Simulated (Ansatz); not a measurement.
## Pt: the change of pressure with volume per atom

All results are calculated (Ansatz 0.2.0 development build). Equation of state of a cubic crystal from periodic Kohn-Sham density functional theory without spin; pressure corrected for the finite basis.

Cell of the first row (space group Fm-3m, No. 225):
```
Pt
1.0
      0.0000     1.9311     1.9311
      1.9311     0.0000     1.9311
      1.9311     1.9311     0.0000
Pt
1
Direct
  0.00000 0.00000 0.00000
```

Settings of every row: formula Pt; structure type fcc; functional r2SCAN; spin treatment none; k mesh 15x15x15; occupation method fermi-dirac; occupation width 0.1 eV; wave cutoff 700 eV; datasets hard PAW; density cutoff ratio 4; xc grid level 2.

Limits: pseudopotentials made with PBE, not this functional; the SCF threshold is loose for a stress in some rows; no spin-orbit coupling, which can matter with elements this heavy.

```csv
row,volume per atom (Å³),pressure (GPa),energy above lowest point (meV/atom)
1,14.403,19.618,52.39
2,14.873,8.61,11.53
3,15.342,?,?
4,15.812,-7.863,12.53
5,16.282,-13.922,44.76
```

Question: what pressure should row 3 give?

Worked fit of pressure. Take u = (V_r/V)^(2/3) − 1 with V_r = 15.342 Å³ an atom, which is twice the finite (Eulerian) strain; such expansions in the strain, on which the Birch-Murnaghan equation of state is built, carry the rest volume and the bulk modulus. The shown rows have u = 0.043, 0.02091, -0.01992, -0.03887. Least squares give pressure = −0.4364 + 403.317 × u + 1460.12 × u² GPa; a straight line predicts inner rows, each left out in turn, worse (root mean square 1.4 against 0.067 GPa). The rows lie off it by 0.012, -0.025, 0.028, -0.015 (root mean square 0.021 GPa). The pressure vanishes at u = 0.0011, or V = 15.32 Å³ an atom, and there the bulk modulus at fixed shape and fractions is B = −V dP/dV = (2/3)(1 + u) dP/du = 271 GPa. The withheld row has u = 0, so the fit gives −0.4364 + 403.317 × (0) + 1460.12 × (0)² = -0.436 GPa.

The calculation gave -0.441 GPa. The fit lies 0.005 GPa (1.1 % of the value, 0.015 % of the column's range) above it; its largest miss of a shown row is 0.028 GPa.

The other values of row 3: energy above lowest point 0 meV/atom.
